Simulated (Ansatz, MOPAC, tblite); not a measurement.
How methods differ on AlNH4SO (SMILES [NH2][Al]([OH])[SH])

The species is AlNH4SO (8 atoms), meant as a singlet with charge 0. As SMILES, `[NH2][Al]([OH])[SH]`. The coordinates come from a PBE0-D4/def2-TZVP relaxation. This is one conformer, not always the lowest.

```xyz
8

N    -0.4489    1.4811    0.1517
Al   -0.0017   -0.2126   -0.0289
O     1.5984   -0.7631   -0.0740
S    -1.5660   -1.7171   -0.2104
H     0.1928    2.2508    0.2418
H    -1.3985    1.8142    0.1794
H     2.3723   -0.2084   -0.0053
H    -0.6561   -2.7019   -0.3100
```

Each level gives the dipole moment (D). The values are calculated.

| level | kind | program | value (D) | CPU time |
| --- | --- | --- | --- | --- |
| GFN2-xTB | semi-empirical | tblite | 3.36 | under 2 s |
| PM6 | semi-empirical | MOPAC | 3.06 | under 2 s |
| PM7 | semi-empirical | MOPAC | 4.36 | under 2 s |
| GFN1-xTB | semi-empirical | tblite | 3.22 | under 2 s |
| HF/STO-3G | Hartree–Fock | Ansatz | 2.35 | 1.2 s |
| HF/3-21G | Hartree–Fock | Ansatz | 4.22 | 1.8 s |
| HF/def2-SVP | Hartree–Fock | Ansatz | 3.07 | 5.2 s |
| B3LYP/6-31G* (spherical functions) | global hybrid | Ansatz | 3.11 | 11 s |
| B3LYP/6-31G* (Cartesian functions) | global hybrid | Ansatz | 3.11 | 12 s |
| PBE0/def2-SVP | global hybrid | Ansatz | 2.89 | 10 s |

The values span 2.35 to 4.36 D. Sets without polarisation functions give poor dipoles. Without the sets that lack polarisation functions the rows with a basis span only 2.89 to 3.11 D. CPU times are rough (shared hosts, several kinds of processor): they show what a rung costs within a factor of a few.

The polarised-basis calculations agree on a markedly polar molecule, and the basis matters more than the treatment of exchange and correlation. Within Hartree–Fock the dipole rises from 2.35 D with STO-3G to 4.22 D with 3-21G, then falls to 3.07 D with def2-SVP, probably because a split valence shell lets charge move towards the electronegative atoms while only polarisation functions describe the compensating distortion of the density around them. With def2-SVP held fixed, going from Hartree–Fock to PBE0 lowers the value only to 2.89 D.

The polarity itself follows from electropositive aluminium bound to three unlike ligands. In the nearly planar framework the Al–N, Al–O and Al–S bond moments cannot cancel, and the O–H and S–H bonds add contributions that depend on their orientation.

Among the semi-empirical methods, PM7 stands apart at 4.36 D, while PM6 and both xTB variants lie close to the polarised-basis results. That closeness does not establish accuracy, since no correlated wavefunction result with diffuse functions is available as a reference.
